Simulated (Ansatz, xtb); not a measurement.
C5H11FSi: which of two isomers lies lower

Structure X is `CC[C@@H]1CC[Si@H]1F`, a singlet and structure Y is `C=CC[Si@H](F)CC`, a singlet. Both are isolated molecules in the gas phase, relaxed with PBE-D3(BJ)/def2-SVP; each stands in its lowest conformer found.

X (Å):

```xyz
18

C    -0.2531    1.4691   -0.2388
C    -1.6506    1.4595    0.3822
C    -1.8509    0.3283    1.3852
C    -3.2023    0.2559    2.1759
C    -2.7503   -0.4352    3.5043
F     0.2994   -0.6363    3.3673
Si   -1.0461    0.2747    3.1029
H    -0.1283    2.3013   -0.9603
H     0.5302    1.5794    0.5409
H    -0.0451    0.5219   -0.7787
H    -2.4173    1.3862   -0.4224
H    -1.8418    2.4324    0.8879
H    -1.6749   -0.6580    0.8978
H    -4.0197   -0.2670    1.6353
H    -3.5637    1.2866    2.3838
H    -3.3024   -0.1620    4.4231
H    -2.7568   -1.5399    3.3990
H    -0.7638    1.6304    3.6946
```

Y (Å):

```xyz
18

C     0.0356    2.3077    0.4121
C    -1.0320    1.6533   -0.0843
C    -1.5512    0.3305    0.3940
C     0.8475   -1.3808   -0.6359
C     1.3606   -2.5072   -1.5440
F    -1.7952   -2.4433   -0.3276
Si   -0.9993   -1.0634   -0.7656
H     0.6016    1.9162    1.2744
H     0.3752    3.2613   -0.0198
H    -1.5600    2.0929   -0.9510
H    -1.1782    0.0907    1.4129
H    -2.6619    0.3185    0.4322
H    -1.4107   -0.7603   -2.1815
H     1.0717   -1.5999    0.4319
H     1.3603   -0.4188   -0.8583
H     2.4510   -2.6716   -1.4233
H     0.8515   -3.4670   -1.3208
H     1.1773   -2.2812   -2.6150
```

Question: Estimate E(Y) − E(X) at the level CCSD(T)/def2-SVP + ΔMP2/def2-TZVPP.

Answer: Calculated at CCSD(T)/def2-SVP + ΔMP2/def2-TZVPP: E(Y) − E(X) = −10.1 kJ/mol, so structure Y lies lower.

The same difference at several levels:

| level | geometry | E(Y) − E(X) (kJ/mol) | departure from the last row (kJ/mol) | job, with rough time for the two |
| --- | --- | --- | --- | --- |
| GFN2-xTB | GFN2-xTB | +47.8 | +57.9 | optimisation, 0.24 s |
| HF/STO-3G | GFN2-xTB | +75.9 | +86.0 | single point, 0.44 s |
| r2SCAN-D4/def2-SVP | GFN2-xTB | −6.6 | +3.5 | single point, 4.4 s |
| PBE-D3(BJ)/def2-SVP | PBE-D3(BJ)/def2-SVP | +5.5 | +15.7 | optimisation, 43 s |
| HF/def2-SVP | PBE-D3(BJ)/def2-SVP | −24.2 | −14.1 | part of the CCSD(T) run |
| MP2/def2-SVP | PBE-D3(BJ)/def2-SVP | +4.5 | +14.6 | part of the CCSD(T) run |
| CCSD(T)/def2-SVP | PBE-D3(BJ)/def2-SVP | −5.4 | +4.7 | single point |
| CCSD(T)/def2-SVP + ΔMP2/def2-TZVPP | PBE-D3(BJ)/def2-SVP | −10.1 |  | single point, 1.9 min |

As drawn, Y has 1 C=C in place of 2 C–C. Structure X has a 4-membered ring, Y no ring.

GFN2-xTB, HF/STO-3G, PBE-D3(BJ)/def2-SVP, MP2/def2-SVP put the two in the other order. The largest departure from CCSD(T)/def2-SVP + ΔMP2/def2-TZVPP is that of HF/STO-3G, 86.0 kJ/mol. The last row adds to CCSD(T) the change of the MP2 difference between the two basis sets, here −4.7 kJ/mol.

With thermal terms from frequencies at re-optimised GFN2-xTB minima (ideal gas, soft modes damped towards free rotors, one conformer each, 298.15 K, 1 atm): the zero-point term adds −9.3 kJ/mol; ΔH is −15.8 and ΔG −24.5 kJ/mol.

The correlated steps freeze 11 core orbitals. Programs: Ansatz 0.2.0, xtb 6.7.1; the last row on 4 threads of Arm Neoverse V1 on a shared host.

The open-chain allylsilane Y lies below the silacyclobutane X, but only modestly, because two large contributions nearly cancel. Going from X to Y exchanges a C–C σ bond for a weaker π bond, which alone would favour the ring. Against this stands the release of ring strain, as silicon and carbon are both held at angles far below tetrahedral. The Si–F and Si–H bonds and the number of Si–C bonds are retained, so the strong Si–F bond does not decide the order.

Electron correlation favours the ring: the difference shrinks from −24.2 kJ/mol with HF/def2-SVP to −5.4 with CCSD(T) in the same basis, while MP2 overshoots and reverses the sign, probably by overestimating the correlation between close-lying σ pairs in the compact ring. Zero-point energy and entropy both reinforce the preference for Y, the latter because ring opening turns stiff skeletal modes into soft torsions. This supports a thermodynamic drive towards ring opening, but not a facile reaction, since the barrier may still be high.
